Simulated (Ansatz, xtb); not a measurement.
**Redistribution: C2H5Br + C2H6Si → C2H8Si + C2H3Br**

Species: C2H5Br (bromoethane) `CCBr`, singlet; C2H6Si (vinylsilane) `C=C[SiH3]`, singlet; C2H8Si `CC[SiH3]`, singlet; C2H3Br (vinyl bromide) `C=CBr`, singlet. The partners trade Br for SiH3; both sit on C, so the bond types are kept.

Shapes, held fixed at every level: PBE0-D4/def2-TZVP. Programs: Ansatz 0.2.0, xtb 6.7.1. The zero-point and thermal change to 298 K, harmonic and unscaled (PBE0-D4/def2-TZVP), is -2.1 kJ/mol.

```csv
level,kind,ΔH(298 K) (kJ/mol),less CCSD(T)/def2-TZVPP
GFN0-xTB,semi-empirical,-2.0,-11.5
SPW92/def2-TZVPP,LDA,+0.4,-9.1
PBE0-D4/def2-TZVPP,global hybrid,+6.1,-3.4
wB97X-V/def2-TZVPP,range-separated hybrid,+8.5,-1.0
MP2/def2-SVP,perturbation theory,+6.4,-3.1
CCSD(T)/def2-SVP,coupled cluster or CI,+8.0,-1.5
CCSD/def2-TZVPP,coupled cluster or CI,+10.4,+0.9
CCSD(T)/def2-TZVPP,coupled cluster or CI,+9.5,0.0
```

The highest level, CCSD(T)/def2-TZVPP, gives ΔH(298 K) = +9.5 kJ/mol; the levels span -2.0 to +10.4. They disagree on the sign: 7 of 8 are positive. The column of differences is taken from that level and isn't an error. No measured value is set beside it here. Relativity is left out for Br unless named. Correlated rows may include outer-core shells of Br, which these sets cover unevenly.

The exchange is mildly endothermic, at +9.5 kJ/mol with CCSD(T)/def2-TZVPP, so enthalpy favours silyl on the vinyl carbon and bromine on the ethyl carbon. With the bond types conserved, what remains is mainly the match between substituent and carbon hybridisation. An sp2 carbon is more electronegative than an sp3 carbon, so it suits the electropositive silyl group, whereas bromine gains more from the polarisable, electron-releasing ethyl group. Conjugation of a bromine lone pair with the C=C bond works the other way, but probably offsets this preference only in part.

Both hybrids and every correlated wavefunction level support the endothermic sign. The small shift from CCSD to CCSD(T) in the larger basis suggests that connected triples largely cancel across the exchange. The near-zero LDA value may reflect excessive stabilisation of the conjugated bromide, while the negative GFN0-xTB result is weak evidence against the sign. The net enthalpy alone cannot separate the vinyl preference of silyl from the ethyl preference of bromine.
